# Scale lengths of a three-layer stack: asymmetric double gate and thin-BOX SOI

Below threshold the drain reaches the source barrier through modes that decay along the channel as $e^{-ky}$. The allowed $k$ depend only on the thicknesses and permittivities of the layers between the two gates. This text derives the equation for $k$, bounds its lowest root, and works out how strongly each mode couples the drain to the channel.

## Geometry, premises and conventions

The coordinate $x$ runs down from the front gate ($x=0$) to the back gate or ground plane ($x=t_\Sigma=t_1+t_s+t_2$). It crosses the front dielectric ($t_1,\varepsilon_1$), the silicon film ($t_s,\varepsilon_s$) and the back dielectric or buried oxide, BOX ($t_2,\varepsilon_2$). The coordinate $y$ runs from the source junction ($y=0$) to the drain junction ($y=L$). Define $r_1=\varepsilon_s/\varepsilon_1$ and $r_2=\varepsilon_s/\varepsilon_2$.

1. The device is wide, so the problem is two-dimensional.
2. Each layer is a linear, isotropic dielectric of constant permittivity with flat, abrupt interfaces.
3. The film is fully depleted and below threshold. Mobile charge is neglected, fixed charge does not depend on $y$, and interface traps are absent.
4. Both gates are equipotentials over $0<y<L$.
5. The potential on the planes $y=0$ and $y=L$ is prescribed. This premise fixes the mode amplitudes and has no influence on the values of $k$.

The scale length is defined as $\Lambda=\pi/k$, the convention of Frank, Taur and Wong (1998). The $1/e$ decay length is $1/k=\Lambda/\pi$. Every bound on $\Lambda$ below holds for $\pi/k$ and must be divided by $\pi$ before it is compared with a decay length.

## Step 1: remove the long-channel solution

Write $\psi(x,y)=\psi_0(x)+u(x,y)$. The long-channel part $\psi_0$ solves the one-dimensional Poisson equation with all fixed charge and takes both gate potentials, work functions included. The problem is linear by premises 2 and 3, so the remainder obeys

$$\nabla\cdot(\varepsilon\nabla u)=0,\qquad u(0,y)=u(t_\Sigma,y)=0 .$$

At each interface $u$ and $\varepsilon\,\partial u/\partial x$ are continuous, because any fixed sheet charge is already carried by $\psi_0$.

## Step 2: separate variables

Put $u=f(x)Y(y)$. Since $\varepsilon$ depends on $x$ only, $(\varepsilon f')'/(\varepsilon f)=-Y''/Y$, and both sides equal a constant $-k^2$:

$$(\varepsilon f')'=-k^2\varepsilon f,\qquad f(0)=f(t_\Sigma)=0,\qquad Y''=k^2Y. \tag{1}$$

Multiply (1) by $f^*$ and integrate by parts. The end terms vanish because $f=0$ there, and the interface terms cancel because $f$ and $\varepsilon f'$ are continuous. This leaves $k^2=\int\varepsilon |f'|^2dx/\int\varepsilon |f|^2dx>0$, so $k$ is real and $Y$ is a combination of $e^{\pm ky}$. For two solutions, multiplying the equation for $f_m$ by $f_n$, the one for $f_n$ by $f_m$, and subtracting gives $(k_m^2-k_n^2)\int\varepsilon f_mf_n\,dx=0$. The modes are orthogonal with weight $\varepsilon(x)$. Equation (1) is a regular Sturm-Liouville problem, so the modes also form a complete set.

## Step 3: match at the two interfaces

Inside each layer $f''=-k^2f$ with the same $k$. Build the gate conditions into the outer layers, and fix the amplitude in silicon at one:

- front dielectric: $f=A\sin kx$
- silicon: $f=\sin[k(x-t_1)+\theta_1]$
- back dielectric: $f=C\sin ks$, with $s=t_\Sigma-x$ the height above the back gate

At $x=t_1$ continuity of $f$ and of $\varepsilon f'$ gives

$$A\sin kt_1=\sin\theta_1,\qquad \varepsilon_1A\cos kt_1=\varepsilon_s\cos\theta_1 ,$$

and the ratio of the two is $\tan\theta_1=r_1\tan kt_1\equiv T_1$.

Seen from the back gate, the silicon solution can equally be written $\pm\sin[k(s-t_2)+\theta_2]$. The same two conditions at $s=t_2$ give $\tan\theta_2=r_2\tan kt_2\equiv T_2$.

The two forms must be one function. With $\xi=x-t_1$ one has $s-t_2=t_s-\xi$, so the second form is $\mp\sin(k\xi-kt_s-\theta_2)$. It coincides with $\sin(k\xi+\theta_1)$ for all $\xi$ exactly when the phases differ by a multiple of $\pi$:

$$\Phi(k)\equiv\theta_1+kt_s+\theta_2=n\pi . \tag{2}$$

## Step 4: the eigenvalue equation

Condition (2) is $\sin\Phi=0$. The addition theorem, applied twice, gives

$$\sin(a+b+c)=\cos a\cos b\cos c\,(\tan a+\tan b+\tan c-\tan a\tan b\tan c).$$

With $T=\tan kt_s$, and wherever no cosine vanishes, the modes therefore satisfy

$$\boxed{T_1+T_2+T=T_1T_2T},\qquad T_1=\frac{\varepsilon_s}{\varepsilon_1}\tan kt_1,\quad T_2=\frac{\varepsilon_s}{\varepsilon_2}\tan kt_2 . \tag{3}$$

Multiplying by $\cos kt_1\cos kt_s\cos kt_2$ removes the poles. With $s_i=\sin kt_i$ and $c_i=\cos kt_i$,

$$r_1s_1c_sc_2+r_2s_2c_sc_1+s_sc_1c_2-r_1r_2s_1s_2s_s=0. \tag{4}$$

A second route confirms (4). The vector $(f,\ \varepsilon f'/k)$ is carried across layer $i$ by

$$M_i=\begin{pmatrix}c_i&s_i/\varepsilon_i\\-\varepsilon_is_i&c_i\end{pmatrix},$$

and is continuous at interfaces. It starts as $(0,1)$ and must end with $f=0$, so the upper right element of $M_2M_sM_1$ vanishes. That element is $c_2(c_ss_1/\varepsilon_1+s_sc_1/\varepsilon_s)+(s_2/\varepsilon_2)(c_sc_1-\varepsilon_ss_ss_1/\varepsilon_1)$, which is the left side of (4) divided by $\varepsilon_s$. Further layers need only further matrices. Equation (4) also holds for roots at which a tangent in (3) is infinite.

## Step 5: count the roots

To use (2), each $\theta_i$ must follow the continuous branch that starts at zero. Let $\varphi=kt_i$. The subtraction formula gives $\tan(\theta-\varphi)=(r-1)\tan\varphi/(1+r\tan^2\varphi)$, so

$$\theta=\varphi+\delta,\qquad \delta=\arctan\frac{(r-1)\sin\varphi\cos\varphi}{\cos^2\varphi+r\sin^2\varphi},\qquad \frac{d\theta}{d\varphi}=\frac{r}{\cos^2\varphi+r^2\sin^2\varphi}. \tag{5}$$

The denominator in $\delta$ is positive, so the principal arctangent is continuous. Three facts follow. The phase $\theta$ rises strictly with $\varphi$. It equals $\varphi$ at every multiple of $\pi/2$. And $|\delta|$ peaks where $d\theta/d\varphi=1$, that is $\tan^2\varphi=1/r$, at $|\tan\delta|=|r-1|/(2\sqrt r)$, or $\delta_{\max}=\arcsin[|r-1|/(r+1)]$.

Hence $\Phi$ rises strictly from 0 to infinity, and (2) has exactly one root $k_n$ for each $n=1,2,\dots$, bracketed by

$$n\pi-\delta_{1,\max}-\delta_{2,\max}\le k_nt_\Sigma\le n\pi+\delta_{1,\max}+\delta_{2,\max}.$$

Solve (2) with (5) in practice. The difference of the two sides of (3) can change sign at a pole of a tangent, and a bisection routine then reports a false root.

## Step 6: known limits

**Uniform permittivity.** For $r_1=r_2=1$, $\delta=0$ and $\Lambda_n=t_\Sigma/n$.

**Two layers.** For $t_2\to0$, $T_2=0$ and (3) becomes $\varepsilon_s\tan kt_1+\varepsilon_1\tan kt_s=0$, the two-layer equation for bulk devices, with $t_s$ read as the depletion depth.

**Symmetric double gate.** Set $T_1=T_2=\tau$ and $v=\tan(kt_s/2)$, so $T=2v/(1-v^2)$. Multiply (3) by $(1-v^2)/2$:

$$\tau(1-v^2)+v-\tau^2v=(\tau+v)(1-\tau v)=0 .$$

The factor $\tau v=1$ is the symmetric equation

$$\tan kt_1\tan\frac{kt_s}{2}=\frac{\varepsilon_1}{\varepsilon_s}.$$

It means $\theta_1+kt_s/2=\pi/2$ modulo $\pi$, so $f'=0$ at mid-film: these modes are even and have odd $n$. The factor $\tau+v=0$ puts a node at mid-film and gives the odd modes, with even $n$.

**Sealed back interface.** For $\varepsilon_2/\varepsilon_s\to0$, $\theta_2$ becomes a staircase with treads at odd multiples of $\pi/2$ and risers at $kt_2=m\pi$. Roots on a tread obey $T_1T=1$. These are film modes with no flux through the back interface, and the lowest, $\theta_1+kt_s=\pi/2$, defines $k_N=\pi/\Lambda_N$. Roots on a riser are BOX modes with $\Lambda=t_2/m$. At finite $\varepsilon_2$ the two families mix.

## Step 7: the slowest mode and the buried oxide

**Lower bound.** For $k>0$ all three phases in (2) are positive. For $n=1$ each is therefore below $\pi$. Since $\theta_2$ rises monotonically and reaches $\pi$ at $kt_2=\pi$, this requires $k_1t_2<\pi$, and likewise for the other layers:

$$\Lambda_1>\max(t_1,t_s,t_2). \tag{6}$$

So $\Lambda_1>t_{\rm BOX}$, and the decay length exceeds $t_{\rm BOX}/\pi$.

**Where the mode peaks.** The maximum of $f_1$ lies in the BOX when $k_1t_2>\pi/2$, at height $s=\Lambda_1/2$. Then $\theta_2>\pi/2$, so $\theta_1+k_1t_s<\pi/2$ and $k_1<k_N$. By monotonicity this is the same as $\Phi(k_N)>\pi$, that is $k_Nt_2>\pi/2$. The BOX hosts the peak of the slowest mode if and only if

$$t_2>\Lambda_N/2 . \tag{7}$$

**Thick BOX.** For $n=1$ and $kt_2>\pi/2$, (2) reads $\tan(\pi-kt_2)=\tan(\theta_1+kt_s)/r_2$. As $t_2$ grows, (6) forces $k\to0$, so $\theta_1\simeq r_1kt_1$ and both tangents reduce to their arguments: $\pi-kt_2\simeq k(r_1t_1+t_s)/r_2$. Thus

$$\Lambda_1\simeq t_2+a,\qquad a=\frac{\varepsilon_2}{\varepsilon_1}t_1+\frac{\varepsilon_2}{\varepsilon_s}t_s , \tag{8}$$

valid when $k(r_1t_1+t_s)\ll1$.

**Sensitivities.** Differentiate $\Phi(k,t_i)=n\pi$, using $\partial\Phi/\partial t_i=k\,d\theta_i/d\varphi$, where $d\theta/d\varphi=1$ for the film. Then

$$\frac{\partial\ln\Lambda}{\partial\ln t_i}=\frac{t_i\,d\theta_i/d\varphi}{\Phi'},\qquad \Phi'=\frac{d\Phi}{dk}=t_1\frac{d\theta_1}{d\varphi}+t_s+t_2\frac{d\theta_2}{d\varphi}. \tag{9}$$

The three sensitivities are positive and add up to one.

## Step 8: how strongly each mode is excited

The slowest mode wins at long $L$, but its weight in the silicon decides whether it wins at a practical $L$.

**Norm.** The matching conditions give $A^2(\sin^2\varphi+\cos^2\varphi/r_1^2)=1$, so $A^2=r_1\,d\theta_1/d\varphi$, and their product gives $\varepsilon_1A^2\sin\varphi\cos\varphi=\varepsilon_s\sin\theta_1\cos\theta_1$. The front layer thus contributes $\tfrac12\varepsilon_s[t_1\,d\theta_1/d\varphi-\sin\theta_1\cos\theta_1/k]$ to $\int\varepsilon f^2dx$, and the BOX the same with index 2. The film contributes $\tfrac12\varepsilon_s[t_s+(\sin\theta_1\cos\theta_1+\sin\theta_2\cos\theta_2)/k]$, where $\sin2(\theta_1+kt_s)=-\sin2\theta_2$ by (2). The oscillating terms cancel:

$$\int\varepsilon f_n^2\,dx=\tfrac12\varepsilon_s\Phi'(k_n). \tag{10}$$

**Drain step.** Raise the drain by $V$ at fixed gate and source potentials. The change $\delta\psi$ vanishes on both gates and at $y=0$. At $y=L$ assume $\delta\psi=Vg(x)$ with $g=1$ in the film and linear ramps $x/t_1$ and $s/t_2$ in the dielectrics. Then

$$\delta\psi=V\sum_nc_nf_n(x)\frac{\sinh k_ny}{\sinh k_nL},\qquad c_n=\frac{\int\varepsilon gf_n\,dx}{\int\varepsilon f_n^2\,dx}.$$

By (1) and one integration by parts, $\int\varepsilon gf\,dx=k^{-2}\int\varepsilon g'f'dx$, with no end terms because $g=0$ at the gates. The slope $g'$ is $1/t_1$, 0 and $-1/t_2$ in the three layers. With $f_F=\sin\theta_1$ and $f_B=\sin(\theta_1+kt_s)$ the values at the front and back silicon surfaces,

$$c_n=\frac{2}{k_n^2\Phi'}\left(\frac{f_F}{r_1t_1}+\frac{f_B}{r_2t_2}\right). \tag{11}$$

At zero drain bias with like junctions the structure is symmetric about $y=L/2$, and the barrier top lies there whenever the channel has a single barrier. A first-order shift of an extremum does not change its height at first order. The small-signal barrier lowering per volt at depth $x$ is therefore

$$D(x)=\sum_n\frac{c_nf_n(x)}{2\cosh(k_nL/2)} . \tag{12}$$

**Weight for a thick BOX.** For low modes at large $t_2$, $f_F\simeq r_1kt_1$, $f_B\simeq r_2ka$ and $\Phi'\simeq r_2t_2$. The first term of (11) dominates and gives $c_n\simeq2/(r_2k_nt_2)$. The weights become $c_nf_F\simeq2(\varepsilon_2/\varepsilon_1)t_1/t_2$ and $c_nf_B\simeq2a/t_2$, the same for each low $n$. As the BOX thickens, each slow mode fades from the film as $1/t_2$ while the roots crowd together at spacing $\pi/t_2$. For $t_2\gg L\gg r_2a$ the sum (12) turns into an integral, at the back surface $(a/\pi)\int_0^\infty dk/\cosh(kL/2)=a/L$. The decay is then a power law, and no single $\Lambda$ describes it.

## Numerical illustration: UTBB SOI

The assumed stack has $t_1=1.2$ nm, $t_s=7$ nm and $t_2=25$ nm, so $t_\Sigma=33.2$ nm. The static dielectric constant of Si is 11.7 at 300 K, a compiled value (Ioffe Institute). Both oxides are SiO$_2$ with the typical value 3.9. Then $r_1=r_2=3$, $\delta=\arctan[\sin2\varphi/(2-\cos2\varphi)]$ and $\delta_{\max}=\pi/6$. All results are those of the model.

The bracket of Step 5 puts $\Lambda_1$ between 24.9 and 49.8 nm. Solving (2) gives $k_1=0.1033$ nm$^{-1}$, with $\theta_1=0.3578$, $k_1t_s=0.7232$ and $\theta_2=2.0606$, which add up to $\pi$. In (3), $T_1=0.3738$, $T=0.8827$ and $T_2=-1.8756$, and both the sum and the product equal $-0.6190$. The first pole of $T_2$ sits at $k=0.0628$ nm$^{-1}$ and would pass for $\Lambda=50$ nm in a careless root search.

The table lists the first three modes. The BOX share is the part of (10) that lies in the BOX. The last two columns are the terms of (12) for an assumed junction spacing $L=30$ nm.

| $n$ | $k_n$ (nm$^{-1}$) | $\Lambda_n$ (nm) | $\Phi'$ (nm) | BOX share | $c_n$ | $c_nf_F$ | $c_nf_B$ | $D_F$ (mV/V) | $D_B$ (mV/V) |
|---|---|---|---|---|---|---|---|---|---|
| 1 | 0.1033 | 30.41 | 33.30 | 0.814 | 0.614 | 0.215 | 0.541 | 44 | 110 |
| 2 | 0.1695 | 18.53 | 19.95 | 0.464 | 0.556 | 0.292 | 0.548 | 23 | 43 |
| 3 | 0.2595 | 12.11 | 65.42 | 0.835 | 0.091 | 0.063 | 0.048 | 1 | 1 |

Modes 4 to 6 start at $k_4=0.371$ nm$^{-1}$ and together change either total by less than 0.5 mV/V. The digits are those of the ideal equations, and the neglected effects below limit them to a few per cent in $\Lambda$ and to tens of per cent in $D$.

**Bound and location.** $\Lambda_1=30.41$ nm exceeds the 25 nm BOX, as (6) demands, and the decay length is 9.68 nm. The sealed-back condition gives $k_N=0.1521$ nm$^{-1}$ and $\Lambda_N=20.65$ nm, so (7) sets the threshold at $t_2=10.32$ nm. The 25 nm BOX lies above it. The mode peaks 15.2 nm above the ground plane, or 9.8 nm below the film. Modes 1 and 2 lie on either side of the pair formed by $k_N$ and the first BOX root $\pi/t_2=0.1257$ nm$^{-1}$, as expected of two mixed modes.

**Thick-BOX formula.** Here $a=3.53$ nm and (8) gives 28.53 nm, 6% below the root. The angle $\theta_1+k_1t_s=1.081$ rad is too large for the small-angle step.

**Levers.** By (9) the sensitivities of $\Lambda_1$ are 0.096 to the front oxide, 0.210 to the film and 0.693 to the BOX. Thinning the BOX to 10.32 nm brings $\Lambda_1$ to 20.65 nm, since $k_1=k_N$ there. The symmetric double gate with 1.2 nm on both sides has $k_1=0.2407$ nm$^{-1}$ and $\Lambda_1=13.05$ nm.

**Drain coupling.** At $L=30$ nm the totals are 68 mV/V at the front surface and 154 mV/V at the back surface. The slowest mode supplies 64% of the front value. The ratio of mode 2 to mode 1 at the front tends to $1.36\,e^{-(k_2-k_1)L/2}$ and falls below 10% only for $L>79$ nm. A one-mode estimate is therefore incomplete at the gate lengths of interest.

## Range of validity

**Mobile charge.** A sheet of density $n_s$ shifts its own potential by $qn_s$ divided by the sum of the capacitances to the two gates. In oxide-equivalent thickness the path from the front surface is 1.2 nm in parallel with 27.33 nm, which is 1.15 nm, and from the back surface 3.53 nm in parallel with 25 nm, which is 3.10 nm. An assumed $n_s=10^{11}$ cm$^{-2}$ gives 5 mV and 14 mV, against $k_BT/q=25.9$ mV at 300 K. The theory holds well below that density and fails in inversion, where the channel screens the drain.

**Ground plane.** A doped well is no metal. Near flat band, linearised screening gives $\nabla^2u=u/L_D^2$, so a mode decays into the well as $e^{-\kappa z}$, with $z$ the depth below the BOX and $\kappa^2=L_D^{-2}-k^2$. Matching $f/(\varepsilon f')$ at the bottom of the BOX is equivalent to adding a BOX thickness $d$ with $\tan kd=k/(r_2\kappa)$. An assumed doping of $10^{18}$ cm$^{-3}$ gives $L_D=\sqrt{\varepsilon_sk_BT/q^2N}=4.1$ nm and $d=1.5$ nm, which lengthens $\Lambda_1$ by 4% according to (9). A depleted well is a fourth layer, handled by one more matrix, and it lengthens $\Lambda_1$ more the wider it is.

**Side boundary in the BOX.** This is the weakest premise for amplitudes. The BOX ramp alone contributes $\varepsilon_2f_B(1-kt_2\cot kt_2)/(k^2t_2)$ to $\int\varepsilon gf\,dx$, from $\int_0^{t_2}s\sin ks\,ds=(\sin kt_2-kt_2\cos kt_2)/k^2$. That is 55% of $c_1$ and $-10$% of $c_2$. In a real device the BOX runs on under the junctions. There $\delta\psi\le V$ on the top face and $\delta\psi=0$ on the bottom face, so the maximum principle keeps $\delta\psi$ below the linear ramp, and the model overstates the drain-side drive of mode 1. It also pins the source-side BOX at zero, where the true $\delta\psi$ is positive, which understates the coupling. Halving the drain-side ramp would cut $c_1$ by 28%. The roots $k_n$ are unaffected.

**Front stack.** An equivalent oxide thickness can replace the physical layer while $kt_1\ll1$, since $T_1=r_1kt_1[1+(kt_1)^2/3+\dots]$. The correction is 0.5% for mode 1 here and grows as the square of the physical thickness of a high-$\kappa$ layer. Spacers and raised junctions change the front ramp and hence $c_n$.

**From barrier to threshold.** Equation (12) is a small-signal barrier shift at zero drain bias. A threshold shift also needs division by the gate-to-barrier efficiency, which is below one and so raises it, and the move of the barrier top toward the source at full bias, which lowers it. It needs a depth weighting as well, set by the back bias and by quantum confinement. Confinement leaves the $k_n$ unchanged, as long as the charge is negligible.

**Against typical practice.** As typical knowledge and not as measurement, UTBB stacks of this kind run at gate lengths of roughly 25 to 30 nm with DIBL near 100 mV/V, and a typical rule of thumb puts the shortest gate at about $1.5\Lambda$. Applied to $\Lambda_1$ the rule gives 46 nm, too long by half or more, because the slowest mode lives mostly in the BOX and carries a weight of only 0.215 at the front surface. The model's 68 mV/V lies about a third below the typical DIBL and its 154 mV/V about half above, a spread that reflects the missing depth weighting and the assumed side boundary. Equation (3) fixes the decay rates exactly within premises 1 to 4, while the amplitudes depend on premise 5.